Dear colleague,

The FDTD runs on your chromium mask are governed by two properties of the grid: a bound on the time step, and a wave number that differs from the true one by a term in $h^2$. Both are derived below and then carried into the metal, where counting cells per wavelength gives the wrong sign.

\section*{Premises}

The media are linear, local, isotropic and non-magnetic. The grid is that of Yee (1966): cubic cells of side $h$ in $D=1$, 2 or 3 dimensions, each component of $\mathbf E$ displaced by half a cell from the components of $\mathbf H$ that enter its curl, $\mathbf E$ stored at times $m\Delta t$ and $\mathbf H$ at $(m+\tfrac12)\Delta t$. Every derivative is a centred difference over one cell or one step. Boundaries are periodic. Waves go as $e^{i(\mathbf k\cdot\mathbf r-\omega t)}$, so that an absorbing index is $\hat n=n+i\kappa$ with $\kappa>0$ and a positive phase is a lag. In a lossless medium of constant relative permittivity $\varepsilon=n^2$ the speed is $v=c/n$ and the updates are
\begin{align}
\mu_0\,(\mathbf H^{m+1/2}-\mathbf H^{m-1/2})/\Delta t&=-\nabla_h\times\mathbf E^{m},\nonumber\\
\varepsilon_0\varepsilon\,(\mathbf E^{m+1}-\mathbf E^{m})/\Delta t&=\nabla_h\times\mathbf H^{m+1/2}.\label{yee}
\end{align}

\section*{Dispersion relation}

A centred difference acts on an exponential as a multiplication,
\begin{equation}
\frac{e^{ik(x+h/2)}-e^{ik(x-h/2)}}{h}=i\,\frac{2}{h}\sin\frac{kh}{2}\;e^{ikx},
\end{equation}
and likewise in time. Let each component carry the plane-wave phase of its own point and time, with grid wave vector $\tilde{\mathbf k}$. Then $\nabla_h\to i\mathbf K$ and the time difference becomes $-i\Omega$, with
\begin{equation}
K_i=\frac2h\sin\frac{\tilde k_ih}{2},\qquad \Omega=\frac{2}{\Delta t}\sin\frac{\omega\Delta t}{2},
\end{equation}
and \eqref{yee} reads $\mu_0\Omega\mathbf H=\mathbf K\times\mathbf E$, $\varepsilon_0\varepsilon\,\Omega\mathbf E=-\mathbf K\times\mathbf H$. For $\Omega\neq0$ the second equation gives $\mathbf K\cdot\mathbf E=0$. Inserting the first into the second, with $\mathbf K\times(\mathbf K\times\mathbf E)=-K^2\mathbf E$, leaves $\Omega^2=v^2K^2$, that is
\begin{equation}
\frac{\sin^2(\omega\Delta t/2)}{(v\Delta t)^2}=\sum_{i=1}^{D}\frac{\sin^2(\tilde k_ih/2)}{h^2}.\label{disp}
\end{equation}
This is exact for the grid and the same for both polarisations.

\section*{Stability in a uniform dielectric}

Take real $\tilde{\mathbf k}$ and follow the amplitudes in time. The parts of the fields along $\mathbf K$ do not change, since $\mathbf K\cdot(\mathbf K\times\cdots)=0$. For one transverse polarisation, with $\mathbf K$, $\mathbf E$, $\mathbf H$ a right-handed triad, put $e=\sqrt{\varepsilon_0\varepsilon}\,E$, $b=\sqrt{\mu_0}\,H$, $S=v\Delta t/h$ and $A=v\Delta t\,K/2$, so that $A^2=S^2\sum_i\sin^2(\tilde k_ih/2)$. The two half steps are $b^{m+1/2}=b^{m-1/2}-2iAe^m$ and $e^{m+1}=e^m-2iAb^{m+1/2}$. On the pair $(e,b)$ a full step is the matrix
\begin{equation}
G=\begin{pmatrix}1-4A^2&-2iA\\-2iA&1\end{pmatrix},\qquad \zeta^2-2(1-2A^2)\zeta+1=0,
\end{equation}
with $\zeta$ its eigenvalues. Their product is one. For $0<A<1$ they are distinct complex conjugates and so lie on the unit circle; $\zeta=e^{\mp i\omega\Delta t}$ returns \eqref{disp}. For $A>1$ the root $\zeta=1-2A^2-2A\sqrt{A^2-1}$ lies below $-1$, and the mode grows exponentially, seeded by rounding if by nothing else. The largest $A$ belongs to $\tilde k_ih=\pi$ on every axis, where $A^2=DS^2$. Absence of exponential growth therefore requires
\begin{equation}
v\,\Delta t\le h/\sqrt D .\label{cfl}
\end{equation}
Equality is marginal. At $A=1$ the matrix $M=G+1$ is non-zero with $M^2=0$, so $G^m=(-1)^m(1-mM)$ and the checkerboard mode grows linearly. Bounded fields need the strict inequality.

\section*{Phase velocity}

Fix the real frequency, let $k=\omega/v=2\pi/\lambda$ be the true wave number in the medium and $N=\lambda/h$. Then $kh/2=\pi/N\equiv x$ and $\omega\Delta t/2=Sx$. Along an axis \eqref{disp} becomes $\sin(\tilde kh/2)=\sin(Sx)/S$. Insert $y=\sin(Sx)/S=x-S^2x^3/6+S^4x^5/120$ into $\arcsin y=y+y^3/6+3y^5/40$, collect powers and divide by $x$:
\begin{equation}
\frac{\tilde k}{k}=1+\frac{1-S^2}{6}\,x^2+\frac{(1-S^2)(9-S^2)}{120}\,x^4+\dots\label{axis}
\end{equation}
The phase velocity on the grid is $\tilde v=\omega/\tilde k$, so to leading order
\begin{equation}
\frac{\tilde v-v}{v}=-\eta,\qquad \eta=\frac{\pi^2}{6N^2}\,(1-S^2).\label{vp}
\end{equation}
The grid wave is slow. The spatial difference retards it and the temporal one gives back the fraction $S^2$; they cancel at $S=1$, which \eqref{cfl} reaches only for $D=1$. Since $\tilde k-k$ is a constant of the medium, the phase error after a path $L$ is
\begin{equation}
\Delta\phi=(\tilde k-k)L=2\pi\,\frac{L}{\lambda}\,\frac{\pi^2}{6N^2}\,(1-S^2),\label{phase}
\end{equation}
linear in $L$, and holding it fixed needs $N\propto\sqrt{L/\lambda}$.

For a direction $\mathbf u$, expand both sides of \eqref{disp}: $K^2\simeq\tilde k^2-(h^2k^4/12)\sum_iu_i^4$ and $\Omega^2/v^2\simeq k^2-k^4h^2S^2/12$. With $\tilde k=k(1+\eta)$ this gives $2\eta=(kh)^2(\sum_iu_i^4-S^2)/12$, or
\begin{equation}
\eta(\mathbf u)=\frac{\pi^2}{6N^2}\Big(\sum_iu_i^4-S^2\Big).
\end{equation}
The sum runs from 1 on an axis down to $1/D$ on the diagonal, so the axis is the worst direction. A diffraction order has its transverse wave vector fixed by the pitch, so the whole defect $2k^2\eta$ goes into $\tilde k_z^2$ and $\delta k_z=k\eta/u_z$. The orders thus acquire different spurious phases, which the image reads as defocus and aberration. For a typical immersion NA of 1.35 at $4\times$ reduction, the steepest order in air, taken in a coordinate plane, has $\sum_iu_i^4=0.80$.

\section*{The metal: a stable update}

At 193 nm I take for chromium the typical value $\hat n=0.84+1.65i$, hence $\varepsilon=\hat n^2=-2.02+2.77i$. A constant $\varepsilon'<0$ with a conductivity $\sigma$ cannot represent this. The continuum relation $\varepsilon'\omega^2+i\sigma\omega/\varepsilon_0=c^2k^2$, with $\omega=is$, becomes $|\varepsilon'|s^2-\sigma s/\varepsilon_0-c^2k^2=0$, which has a positive root, a field growing as $e^{st}$ whatever the time step. The negative part must come from a dynamic current. Take a Drude current stored at the points of $\mathbf E$ and the times of $\mathbf H$:
\begin{align}
\varepsilon_0\varepsilon_\infty(\mathbf E^{m+1}-\mathbf E^m)/\Delta t&=\nabla_h\times\mathbf H^{m+1/2}-\mathbf J^{m+1/2},\nonumber\\
\frac{\mathbf J^{m+1/2}-\mathbf J^{m-1/2}}{\Delta t}+\gamma\,\frac{\mathbf J^{m+1/2}+\mathbf J^{m-1/2}}{2}&=\varepsilon_0\omega_p^2\,\mathbf E^m,\label{drude}
\end{align}
with $\varepsilon_\infty>0$, $\gamma\ge0$ and $\omega_p$ free to vary from cell to cell; a dielectric has $\omega_p=0$ and $\varepsilon_\infty=n^2$.

Plane waves say nothing about a patterned mask, so I use an energy argument. Scale the fields as $u=\sqrt{\varepsilon_0\varepsilon_\infty}\,\mathbf E$ and $w=(\sqrt{\mu_0}\,\mathbf H,\ \mathbf J/\sqrt{\varepsilon_0}\,\omega_p)$, the second entry existing only in metal cells. Let $C$ be the discrete curl from $\mathbf H$ points to $\mathbf E$ points. Summation by parts on the periodic grid shows that the curl in the other direction is $C^\dagger$. With $w^\pm=w^{m\pm1/2}$, $B=\varepsilon_\infty^{-1/2}\,(cC,\,-\omega_p)$ and $\Gamma=\mathrm{diag}(0,\gamma)$ the whole scheme is
\begin{equation}
u^{m+1}-u^m=\Delta t\,Bw^+,\qquad w^+-w^-=-\Delta t\,B^\dagger u^m-\tfrac12\Delta t\,\Gamma(w^++w^-).
\end{equation}
Define $W^{m+1/2}=\|w^+\|^2+\langle u^{m+1},u^m\rangle$ for real fields, and $s=w^++w^-$. Then $\|w^+\|^2-\|w^-\|^2=\langle w^+-w^-,s\rangle$ and $u^{m+1}-u^{m-1}=\Delta t\,Bs$. The two terms in $B$ cancel because $\langle B^\dagger u,s\rangle=\langle u,Bs\rangle$, which leaves
\begin{equation}
W^{m+1/2}-W^{m-1/2}=-\tfrac12\Delta t\,\langle\Gamma s,s\rangle\le0 .
\end{equation}
Further, $W^{m+1/2}=\|w^+\|^2+\|u^m\|^2+\Delta t\langle Bw^+,u^m\rangle\ge(1-\tfrac12\Delta t\|B\|)(\|w^+\|^2+\|u^m\|^2)$, by the Cauchy--Schwarz inequality and $2ab\le a^2+b^2$. The fields stay bounded if $\Delta t\|B\|<2$. Now $BB^\dagger=\varepsilon_\infty^{-1/2}(c^2CC^\dagger+\omega_p^2)\varepsilon_\infty^{-1/2}$, and $\|C\|^2\le\max K^2=4D/h^2$ from the Fourier form of the curl. With $S_0=c\Delta t/h$ a sufficient condition for any pattern is
\begin{equation}
D\,S_0^2+(\omega_{p,\max}\Delta t/2)^2<\varepsilon_{\infty,\min}.\label{stab}
\end{equation}
It reduces to the strict form of \eqref{cfl} with $v$ the largest speed on the grid. On a mask that is the air, and slower media run at the smaller $S=S_0/n$, further from the cancellation in \eqref{vp}.

\section*{The metal: dispersion}

For a harmonic field put $\theta=\omega\Delta t/2$. The average in \eqref{drude} gives $\cos\theta$, so $(-i\Omega+\gamma\cos\theta)\mathbf J=\varepsilon_0\omega_p^2\mathbf E$. Eliminating $\mathbf J$ repeats the earlier algebra with
\begin{equation}
K^2=\frac{\Omega^2}{c^2}\,\tilde\varepsilon,\qquad \tilde\varepsilon=\varepsilon_\infty-\frac{\omega_p^2}{\Omega^2+i\gamma\,\Omega\cos\theta}.
\end{equation}
For $\gamma=0$ this is $\varepsilon_\infty\Omega^2=c^2K^2+\omega_p^2$, and real frequencies need $\Omega\le2/\Delta t$, so \eqref{stab} is sharp in a uniform lossless metal. Exposure is monochromatic, so choose $\varepsilon_\infty=1$ and fit the two parameters to make $\tilde\varepsilon=\varepsilon$ exactly:
\begin{equation}
g\equiv\frac{\gamma\cos\theta}{\Omega}=\frac{\mathrm{Im}\,\varepsilon}{1-\mathrm{Re}\,\varepsilon},\qquad \frac{\omega_p^2}{\Omega^2}=\frac{|1-\varepsilon|^2}{1-\mathrm{Re}\,\varepsilon}.
\end{equation}
Along the film normal, with $N_0=\lambda_0/h$ and $x_0=\pi/N_0$,
\begin{equation}
\sin\frac{\tilde kh}{2}=q\,\hat n,\qquad q=\frac{h\Omega}{2c}=\frac{\sin(S_0x_0)}{S_0},\label{exact}
\end{equation}
on the branch $\mathrm{Im}\,\tilde k>0$. The expansion behind \eqref{axis} is analytic and holds for $x=\hat nx_0$, $S=S_0/\hat n$, so $\eta=(x_0^2/6)(\varepsilon-S_0^2)$ is now complex. The grid index is $\hat n(1+\eta)$, and separating $\hat n\eta$ gives
\begin{equation}
\delta n=\frac{x_0^2}{6}\,n\,(n^2-3\kappa^2-S_0^2),\qquad \delta\kappa=\frac{x_0^2}{6}\,\kappa\,(3n^2-\kappa^2-S_0^2).\label{dn}
\end{equation}
The small parameter is $|\hat n|x_0$. With the amplitude skin depth $\delta=\lambda_0/2\pi\kappa$ one has $\kappa x_0=h/2\delta$, so for $\kappa>n$ it is chiefly the skin depth that must be resolved.

\section*{Interfaces}

A film a few skin depths thick is short, and its faces contribute at the same order $h^2$. At normal incidence, eliminating $H$ gives $E_{j+1}-2E_j+E_{j-1}=-4q^2\varepsilon_jE_j$. Put the interface $z=0$ on an $H$ plane, with nodes at $z=\mp h/2$ in media 1 and 2, and write $a_l=\tilde k_lh/2$, $\sin a_l=q\hat n_l$. The equation at each of these two nodes reaches across, so each bulk solution, continued by one node, must equal the other there: $e^{\pm ia_1}+re^{\mp ia_1}=te^{\pm ia_2}$. Sum and difference give $(1+r)\cos a_1=t\cos a_2$ and $(1-r)\hat n_1=t\hat n_2$, whence
\begin{equation}
t_{12}=\frac{2\hat n_1\cos a_1}{\hat n_1\cos a_2+\hat n_2\cos a_1},\qquad r_{12}=\frac{\hat n_1\cos a_2-\hat n_2\cos a_1}{\hat n_1\cos a_2+\hat n_2\cos a_1}.\label{fresnel}
\end{equation}
With $\cos a_l\simeq1-x_0^2\hat n_l^2/2$ the departures from the Fresnel values are $\delta\ln t_{12}=\tfrac12x_0^2\,\hat n_1(\hat n_2-\hat n_1)$ and $\delta\ln r_{12}=x_0^2\,\hat n_1\hat n_2$.

The image depends on the field behind the absorber relative to the clear area. For quartz (1), chromium (2) of thickness $d$ and air (3), in single pass, $\tau=(t_{12}t_{23}/t_{13})\,e^{i(k_2-k_3)d}$. Adding the three interface terms, in which $\hat n_1^2$ cancels, and the two bulk terms, with $k_0=2\pi/\lambda_0$,
\begin{equation}
\delta\ln\tau=\frac{x_0^2}{6}\,ik_0d\,\big[\hat n_2(\hat n_2^2-S_0^2)-\hat n_3(\hat n_3^2-S_0^2)\big]+\frac{x_0^2}{2}(\hat n_2-\hat n_3)(\hat n_1-\hat n_2).\label{tau}
\end{equation}

\section*{Range of validity}

Equations \eqref{disp}, \eqref{exact} and \eqref{fresnel} are exact for the uniform cubic grid in steady state. The $h^2$ formulas need $(|\hat n|x_0)^2\ll1$; on an axis in a dielectric the next term is smaller by $(9-S^2)x^2/20$, and propagation ceases altogether once $\sin(\pi S/N)>S$. Condition \eqref{stab} does not cover absorbing boundary layers, subgrids or other ways of discretising the current, each of which needs its own test. Equation \eqref{tau} assumes normal incidence, flat faces on $H$ planes and $d$ of several $\delta$; another placement of the faces changes the interface coefficient. The Drude fit means nothing away from the working frequency. Pattern edges, with their staircased sidewalls and singular corner fields, converge more slowly than $h^2$ and lie outside this analysis. In the EUV all indices are close to one and the skin depth is no constraint on $h$; there \eqref{phase} rules, since the path through absorber and multilayer is tens of wavelengths.

\section*{Illustration}

Take $\lambda_0=193$ nm (6.42 eV), the chromium index above, quartz with a typical $n_1=1.56$, $D=3$, $h=5$ nm and $S_0=0.5$, so $N_0=38.6$, $\Delta t=8.34$ as and $x_0^2/6=1.104\times10^{-3}$. The skin depth is 18.6 nm, or 3.72 cells. I chose $d=70$ nm so that the model reproduces the optical density of about 3 typical of a binary mask; it gives $|\tau|=0.0307$ and a density of 3.03 relative to the clear area. Production absorbers are typically graded oxide and nitride stacks of chromium, so all that follows is the model's. The neglected round trip in the film has relative size $2.2\times10^{-4}$.

The fit gives $g=0.919$ and $\omega_p/\Omega=2.36$, that is $\hbar\omega_p=15.1$ eV and $\hbar\gamma=5.9$ eV, fitting constants and no properties of the metal. Then $(\omega_p\Delta t/2)^2=0.0092$, and the left side of \eqref{stab} is 0.7592, safely below one. Fitting with $\omega$ in place of $\Omega$ and without $\cos\theta$ would add to $\eta$ a term 13\% of its modulus.

In the chromium $\eta=(-2.50+3.06i)\times10^{-3}$, $\delta n=-0.0072$ ($-0.85\%$) and $\delta\kappa=-0.0016$ ($-0.094\%$). Counting cells per real wavelength, $N=N_0/n=46.0$, formula \eqref{vp} would predict $+0.050\%$ for $\delta n/n$, of the wrong sign and 17 times too small; the relevant count is $N_0/|\hat n|=20.8$. The smallness of $\delta\kappa$ is a near cancellation in \eqref{dn}, since $\kappa/n=1.96$ lies close to $\sqrt3$, and it will change, even in sign, with other optical constants. The budget of \eqref{tau} is as follows, the sum being formed before rounding.
\begin{center}
\begin{tabular}{lcc}
\hline
 & $\delta\ln|\tau|$ & $\delta\arg\tau$ (deg)\\
\hline
chromium, bulk & 0.0036 & $-0.93$\\
air reference, bulk & 0 & $-0.11$\\
interfaces & 0.0086 & $+0.28$\\
sum, order $h^2$ & 0.0122 & $-0.77$\\
grid, from \eqref{exact} and \eqref{fresnel} & 0.0122 & $-0.75$\\
\hline
\end{tabular}
\end{center}
The interfaces supply most of the amplitude error and the bulk most of the phase error. Halving $h$ to 2.5 nm brings the sum to 0.0030 and $-0.19^\circ$. Because the film is opaque, the error at $h=5$ nm is only $5.5\times10^{-4}$ of the clear-area field. The reflectance seen from the quartz has no such protection and comes out 1.7\% too high in relative terms. A thickness wrong by half a cell changes $\ln|\tau|$ by $h/2\delta=0.13$, an order of magnitude more than the dispersion, so the faces must sit on grid planes before finer cells are worth their cost.

The quartz shows the growth with path. There $N=24.7$, the phase velocity is 0.24\% low, and \eqref{phase} gives $7.0^\circ$ per $\mu$m. At normal incidence this is common to all parts of the pattern, but not across an etched step. A $180^\circ$ shifter trench of depth $\lambda_0/2(n_1-1)=172.3$ nm, taken for this estimate to fit the grid, has one quartz--air face on either path, so the interface terms cancel, and the bulk terms give the model's shifter an excess phase of $0.94^\circ$ on the 5 nm grid.